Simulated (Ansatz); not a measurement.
## A series in volume scale on Gd

Results calculated with Ansatz 0.2.0, not measured. Plane-wave DFT, scalar-relativistic PAW made under PBE with cores redone for the functional, no dispersion; the given relaxed cell is scaled uniformly, energy at zero smearing counts from the unscaled cell, pressure at the given Fermi-Dirac smearing is positive in compression.

The cell before it is scaled or strained (space group P6_3/mmc, No. 194):
```
cell vectors (Å)
   3.6274     0.0000     0.0000
  -1.8137     3.1415     0.0000
   0.0000     0.0000     5.7854
atoms (fractions of the cell vectors)
Gd  0.33333  0.66667  0.25000
Gd  0.66667  0.33333  0.75000
```

Settings of every row: spin polarised yes; functional m-r2SCAN; wave cutoff 500 eV; smearing width 0.05 eV; k mesh 13x13x7.

Atom:
| element | starting moment (Bohr magneton) |
| --- | --- |
| Gd | 7.44 |
| Gd | 7.44 |

Limits: open f shell: the state may not be the lowest.

| row | volume scale | V (Å³/atom) | energy change per atom (meV) | pressure (GPa) | largest site moment (Bohr magneton) |
| --- | --- | --- | --- | --- | --- |
| 1 | 0.88 | 29.008 | ? | ? | ? |
| 2 | 0.92 | 30.327 | 26.26 | 3.39 | 7.43 |
| 3 | 0.96 | 31.645 | 6.09 | 1.56 | 7.44 |
| 4 | 1.04 | 34.282 | 5.79 | -1.31 | 7.45 |
| 5 | 1.08 | 35.601 | 21.58 | -2.41 | 7.46 |
| 6 | 1.12 | 36.919 | 45.88 | -3.34 | 7.46 |

Question: what energy change per atom and pressure should row 1 give?

Worked fit of energy change per atom. Take u = (V_r/V)^(2/3) − 1 with V_r = 34.282 Å³ an atom, which is twice the finite (Eulerian) strain; such expansions in the strain, on which the Birch-Murnaghan equation of state is built, carry the rest volume and the bulk modulus. The shown rows have u = 0.08515, 0.05481, 0, -0.02485, -0.0482. Least squares give energy change per atom = 5.891 − 440.491 × u + 8004.21 × u² meV; a straight line predicts inner rows, each left out in turn, worse (root mean square 16 against 0.38 meV). The rows lie off it by -0.16, 0.30, -0.10, -0.20, 0.16 (root mean square 0.2 meV). The withheld row has u = 0.1178, so the fit gives 5.891 − 440.491 × (0.1178) + 8004.21 × (0.1178)² = 65.07 meV.

The calculation gave 62.75 meV. The fit lies 2.32 meV (3.7 % of the value, 4.1 % of the column's range) above it; its largest miss of a shown row is 0.30 meV. This row lies beyond the range of the fit.

Worked fit of pressure. Take u = (V_r/V)^(2/3) − 1 with V_r = 34.282 Å³ an atom, which is twice the finite (Eulerian) strain; such expansions in the strain, on which the Birch-Murnaghan equation of state is built, carry the rest volume and the bulk modulus. The shown rows have u = 0.08515, 0.05481, 0, -0.02485, -0.0482. Least squares give pressure = −1.306 + 46.892 × u + 97.26 × u² GPa; a straight line predicts inner rows, each left out in turn, worse (root mean square 0.19 against 0.0064 GPa). All shown rows lie on it to the printed digit. The withheld row has u = 0.1178, so the fit gives −1.306 + 46.892 × (0.1178) + 97.26 × (0.1178)² = 5.57 GPa.

The calculation gave 5.51 GPa. The fit lies 0.06 GPa (1.1 % of the value, 0.68 % of the column's range) above it; its largest miss of a shown row is 0.00 GPa. This row lies beyond the range of the fit.

The other values of row 1: largest site moment 7.42 Bohr magneton.
